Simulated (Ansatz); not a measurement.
A series in volume scale on Hf

Results calculated with Ansatz 0.2.0, not measured. Plane-wave DFT, scalar-relativistic PAW made under PBE with cores redone for the functional, no dispersion; the given relaxed cell is scaled uniformly, energy at zero smearing counts from the unscaled cell, pressure at the given Fermi-Dirac smearing is positive in compression.

The cell before it is scaled or strained (space group P6_3/mmc, No. 194):
```
Hf
1.0
      3.2045     0.0000     0.0000
     -1.6023     2.7752     0.0000
      0.0000     0.0000     5.0738
Hf
2
Direct
  0.33333 0.66667 0.25000
  0.66667 0.33333 0.75000
```

Settings of every row: spin polarised no; functional PBE; wave cutoff 420 eV; smearing width 0.1 eV; k mesh 19x19x10.

Atom starting moment: 0 on all atoms.

Limits: no spin-orbit coupling, which can matter with elements this heavy.

```csv
row,volume scale,V (Å³/atom),energy change per atom (meV),pressure (GPa)
1,0.88,19.854,127.84,16.86
2,0.92,20.756,52.6,10.17
3,0.96,21.659,11.88,4.59
4,1.04,23.463,?,?
5,1.08,24.366,44.6,-7.24
6,1.12,25.268,93.87,-9.98
```

Question: what energy change per atom and pressure should row 4 give?

Worked fit of energy change per atom. Take u = (V_r/V)^(2/3) − 1 with V_r = 21.659 Å³ an atom, which is twice the finite (Eulerian) strain; such expansions in the strain, on which the Birch-Murnaghan equation of state is built, carry the rest volume and the bulk modulus. The shown rows have u = 0.05973, 0.0288, 0, -0.07551, -0.09764. Least squares give energy change per atom = 11.809 + 891.42 × u + 17683.8 × u² meV; a straight line predicts inner rows, each left out in turn, worse (root mean square 47 against 0.83 meV). The rows lie off it by -0.30, 0.45, 0.07, -0.73, 0.51 (root mean square 0.47 meV). The withheld row has u = -0.05194, so the fit gives 11.809 + 891.42 × (-0.05194) + 17683.8 × (-0.05194)² = 13.22 meV.

The calculation gave 12.21 meV. The fit lies 1.01 meV (8.3 % of the value, 0.87 % of the column's range) above it; its largest miss of a shown row is 0.73 meV.

Worked fit of pressure. Take u = (V_r/V)^(2/3) − 1 with V_r = 21.659 Å³ an atom, which is twice the finite (Eulerian) strain; such expansions in the strain, on which the Birch-Murnaghan equation of state is built, carry the rest volume and the bulk modulus. The shown rows have u = 0.05973, 0.0288, 0, -0.07551, -0.09764. Least squares give pressure = 4.591 + 183.92 × u + 356.9 × u² GPa; a straight line predicts inner rows, each left out in turn, worse (root mean square 0.94 against 0.025 GPa). The rows lie off it by 0.01, -0.01, 0.00, 0.02, -0.02. The pressure vanishes at u = -0.0263, or V = 22.54 Å³ an atom, and there the bulk modulus at fixed shape and fractions is B = −V dP/dV = (2/3)(1 + u) dP/du = 107 GPa. Letting shape and atoms relax would as a rule lower it, by much in layered, chain or molecular crystals. The withheld row has u = -0.05194, so the fit gives 4.591 + 183.92 × (-0.05194) + 356.9 × (-0.05194)² = -4.00 GPa.

The calculation gave -3.97 GPa. The fit lies 0.03 GPa (0.11 % of the column's range) below it; its largest miss of a shown row is 0.02 GPa.
